**Q:** Which levels of theory go furthest wrong for these Al-Cl molecules, and do they err in the same direction?

Ansatz 0.2.0, gas phase: errors in atomization energy per bond (free atoms minus molecule, electronic only) for nine molecules with an Al–Cl bond, relative to frozen-core CCSD(T) at the basis-set limit. Geometries are PBE0-D4/def2-TZVP, functionals use def2-TZVPP, and open shells are unrestricted. A positive error means that the level binds too strongly.

```tsv
level	class	exact exchange, short range (%)	exact exchange, long range (%)	mean signed error (kcal/mol)	mean absolute error (kcal/mol)	largest error (kcal/mol)	case of the largest error	cases too high
SPW92	LDA	0	0	12.1	12.1	15.4	N#[C][AlH][Cl]	9
PBE-D4	GGA	0	0	1.3	1.7	2.9	N#[C][AlH][Cl]	8
r2SCAN-D4	meta-GGA	0	0	0.4	0.6	1.4	C[B]1[CH2][Al]1[Cl]	7
HSE06-D4	screened hybrid	25	0	-0.3	0.8	-1.9	[NH2][Al]([F])[Cl]	4
r2SCANh-D4	global hybrid	10	10	-0.3	0.6	-1.8	N#[C][AlH][Cl]	4
B3LYP-D4	global hybrid	20	20	-0.7	0.7	-1.4	[NH2][Al]([F])[Cl]	1
CAM-B3LYP-D4	range-separated	19	65	-0.3	0.4	-0.9	[AlH2-]1[Cl+][AlH2-][Cl+]1	3
wB97X-V	range-separated	17	100	0.1	0.2	-0.4	[NH2][Al]([F])[Cl]	6
B2PLYP	double hybrid	53	53	-1.3	1.3	-1.9	[AlH2-]1[Cl+][AlH2-][Cl+]1	0
CCSD/limit	wave function	n/a	n/a	-1.6	1.6	-3.2	N#[C][AlH][Cl]	0
CCSD(T)/def2-TZVPP	wave function	n/a	n/a	-2.7	2.7	-4.1	N#[C][AlH][Cl]	0
HF/limit	Hartree-Fock	100	100	-24.5	24.5	-35.6	N#[C][AlH][Cl]	0
```

**A:** Hartree-Fock and the local density approximation (LDA, the row SPW92) are furthest off, and they err in opposite directions. Hartree-Fock binds all nine molecules too weakly, by 24.5 kcal/mol per bond on average. That is about a quarter of the mean atomization energy. The LDA binds all nine too strongly, by about half as much.

What Hartree-Fock lacks is correlation: each electron feels only the average field of the others. Beyond the distance that the Pauli principle keeps between electrons of like spin, it does not dodge them individually. When atoms form a bond, electrons that sat on separate atoms come to share the same region, and there the dodging saves more energy than it did in the free atoms. A method that leaves it out therefore undervalues the molecule. Coupled cluster with single and double excitations (CCSD) brings back most of what is lost: its mean error at the basis-set limit is only −1.6.

**Q:** The LDA does contain correlation. Why does it overshoot?

**A:** It treats every small region as if it belonged to a uniform electron gas. Real densities vary, and they vary more strongly in free atoms than in a molecule, where bonding fills in the low-density region between the nuclei. Where the density varies strongly, the LDA on balance puts the energy too high. It therefore lifts the free atoms more than the molecule, and breaking the molecule up looks too expensive.

A functional that also sees the density gradient repairs this where it is worst, in the atoms. The step from the LDA to PBE shows the size of the repair: the mean error falls from 12.1 to 1.3 kcal/mol per bond. PBE still binds eight of the nine molecules too strongly, so a little of the old bias survives.

**Q:** What would change if I mixed exact exchange into PBE?

**A:** The binding should weaken. Approximate exchange of the PBE kind imitates part of the correlation between electrons at the two ends of a bond, because it confines the region from which an electron keeps others away. Exact exchange does not do this. Replacing some of the one by the other removes part of that imitation, and with it some binding.

The size can be estimated from a different pair of functionals. From r2SCAN to r2SCANh, 10 % of exact exchange enters and the mean error moves from 0.4 to −0.3, which is −0.07 kcal/mol per bond for each per cent. HSE06 is PBE with 25 % exact exchange at short range, where the electrons of a bond meet. If the same slope holds there, its mean error should be

$$1.3 + 25 \times (-0.07) \approx -0.45 .$$

The computed value, which played no part in the estimate, is −0.3. The two agree within the rounding of the table. The slope tells what added exact exchange does, not where the line starts: PBE and r2SCAN both have no exact exchange, and yet their mean errors differ by 0.9.

**Q:** If I went on to 100 %, would I arrive at Hartree-Fock?

**A:** No. Continuing the line from PBE through HSE06 gives a mean error of roughly −5, far from the −24.5 of Hartree-Fock. Such a functional would still carry PBE's correlation, and PBE's exchange at long range, whereas Hartree-Fock has neither. The line is stretched well beyond its two points, so only the order of magnitude counts, but the wide gap fits the explanation given above: what Hartree-Fock lacks is correlation.

**Q:** Since PBE has a steady bias, could I skip the hybrid and subtract 1.3 per bond from every PBE result?

**A:** The bias is less steady than it looks. If all nine errors were positive, the mean signed and the mean absolute error would be equal. They are 1.3 and 1.7, and the difference must come from the one molecule that PBE binds too weakly. Over nine cases it adds up to $9 \times 0.4 = 3.6$, and a negative error enters this difference twice, so that molecule is too low by about 2 kcal/mol per bond. Your correction would push it to about 3.

Exact exchange has a similar limit. Between r2SCAN and r2SCANh the mean signed error changes sign, but the mean absolute error stays at 0.6. On average the errors have moved down without coming closer to zero. A shift cures a bias; the scatter between molecules needs a better description of the bonds themselves.

**Q:** CCSD(T) is the reference method, yet its row in def2-TZVPP is worse than PBE. How can that be?

**A:** That row has the right method in too small a basis. CCSD(T) adds an estimate of triple excitations to CCSD, and it builds correlation explicitly, from the way pairs of electrons avoid each other at close range. Smooth basis functions reproduce that close approach only slowly as more of them are added. A density functional takes its correlation energy from the density, which a triple-zeta basis already describes well.

For these molecules the small basis costs 2.7 kcal/mol per bond, more than the 1.6 lost by leaving out the triples at the basis-set limit. Both errors weaken the binding. If they simply add, CCSD in def2-TZVPP would be too low by about 4.3. (For the larger molecules the step from MP2 to CCSD(T) in the reference was itself computed in def2-TZVPP, so its own basis error is not seen here.) Paying for triples while saving on the basis therefore leaves the larger of the two errors in place.

The double hybrid B2PLYP inherits some of this trouble, because part of its correlation is computed from electron pairs in the same basis. A rough scaling puts that share at several tenths of a kcal/mol per bond. The row also carries no dispersion correction, which would add a little binding. Its mean error of −1.3 should therefore not be blamed on the functional alone.

**Q:** The cyanide, N#[C][AlH][Cl], is the worst case in half of the rows. Is it a difficult molecule?

**A:** Much of its bad name comes from the way bonds are counted. The errors are per bond, and the C≡N bond appears to count as one although it holds three shared pairs. With four bonds the reference value of 115.7 means 463 kcal/mol for the whole molecule, close to a rough sum of familiar bond energies. With six it would be near 700, which is far too much.

Correlation belongs to electron pairs, so it is fairer to divide by the six shared pairs. The Hartree-Fock error of −35.6 then becomes $-35.6 \times 4/6 \approx -24$, against −23 per bond for the other eight molecules, most of whose bonds are single. The LDA error also falls into line, at about 10 against 12. Averaged over its pairs, the cyanide is thus ordinary for these two levels. The average does not show whether a pair in the triple bond has the same error as a pair in a single bond.

For CCSD the count does not explain everything: about −2.1 per pair remains, against −1.4 per bond for the others. A likely reason is that the three pairs of a triple bond share the same narrow space, where their motions are coupled in ways that double excitations describe incompletely. PBE and r2SCANh also keep a larger error for the cyanide after the recount. The printed analysis below sets the cyanide per shared pair beside the other eight molecules per bond, for all six levels where it is the worst case.

**Q:** Which digits may I trust when I choose a level?

**A:** Trust the large steps: Hartree-Fock and the LDA are unfit for atomization energies here, and the gradient correction removes most of the LDA's error. Do not build a ranking on a few tenths. wB97X-V has the smallest mean absolute error, 0.2 against 0.4 for CAM-B3LYP, but that gap rests on nine molecules, a finite basis for the functionals and a reference that is itself extrapolated and leaves out the correlation of the core electrons.

Remember also what "per bond" hides. The LDA error for the cyanide is 15.4 per bond, or about 62 kcal/mol for the molecule. Even a functional that is off by 1 kcal/mol per bond can miss the atomization energy of a ten-bond molecule by 10. And these are purely electronic energies, so zero-point, thermal and spin-orbit terms must be included before any of them is compared with a measured heat of atomization.

Output of the analysis:

```
mean reference atomization energy per bond (kcal/mol): 93.18
HF error as share of that energy (%): -26.29
LDA error as share of that energy (%): 12.99
part of the correlation contribution that CCSD recovers (%): 93.47
change of mean error from LDA to PBE (kcal/mol per bond): -10.8
PBE less r2SCAN, both without exact exchange (kcal/mol per bond): 0.9
slope r2SCAN to r2SCANh (kcal/mol per bond and per % exact exchange): -0.07
slope PBE to HSE06 (kcal/mol per bond and per % exact exchange): -0.064
HSE06 mean error predicted from PBE and the r2SCAN slope (kcal/mol per bond): -0.45
PBE line continued to 100 % exact exchange, crude (kcal/mol per bond): -5.1
basis error over triples error (ratio): 1.688
CCSD in def2-TZVPP if both errors add (kcal/mol per bond): -4.3
rough basis error of the perturbative part of B2PLYP (kcal/mol per bond): -0.729
size of the one PBE case that is too low, uncertain by 0.45 (kcal/mol per bond): 1.8
cyanide atomization energy if four bonds are counted (kcal/mol): 462.8
cyanide atomization energy if six bonds are counted (kcal/mol): 694.2
rough recalled sum of its bond energies (kcal/mol): 450
LDA error of the cyanide left after subtracting the LDA mean (kcal/mol per bond): 3.3
triples energy of the cyanide molecule per shared pair, six pairs (kcal/mol): 3.768
triples energy of the vinyl molecule per shared pair, eight pairs (kcal/mol): 2.853
Errors in kcal/mol (last two columns zero where the cyanide is not the worst case):
                 row  upward part  downward part  cyanide per shared pair  other eight per bond
               SPW92         12.1              0                    10.27                 11.69
              PBE-D4          1.5            0.2                    1.933                   1.1
           r2SCAN-D4          0.5            0.1                        0                     0
            HSE06-D4         0.25           0.55                        0                     0
          r2SCANh-D4         0.15           0.45                     -1.2               -0.1125
            B3LYP-D4            0            0.7                        0                     0
        CAM-B3LYP-D4         0.05           0.35                        0                     0
             wB97X-V         0.15           0.05                        0                     0
              B2PLYP            0            1.3                        0                     0
          CCSD/limit            0            1.6                   -2.133                  -1.4
  CCSD(T)/def2-TZVPP            0            2.7                   -2.733                -2.525
            HF/limit            0           24.5                   -23.73                -23.11
```
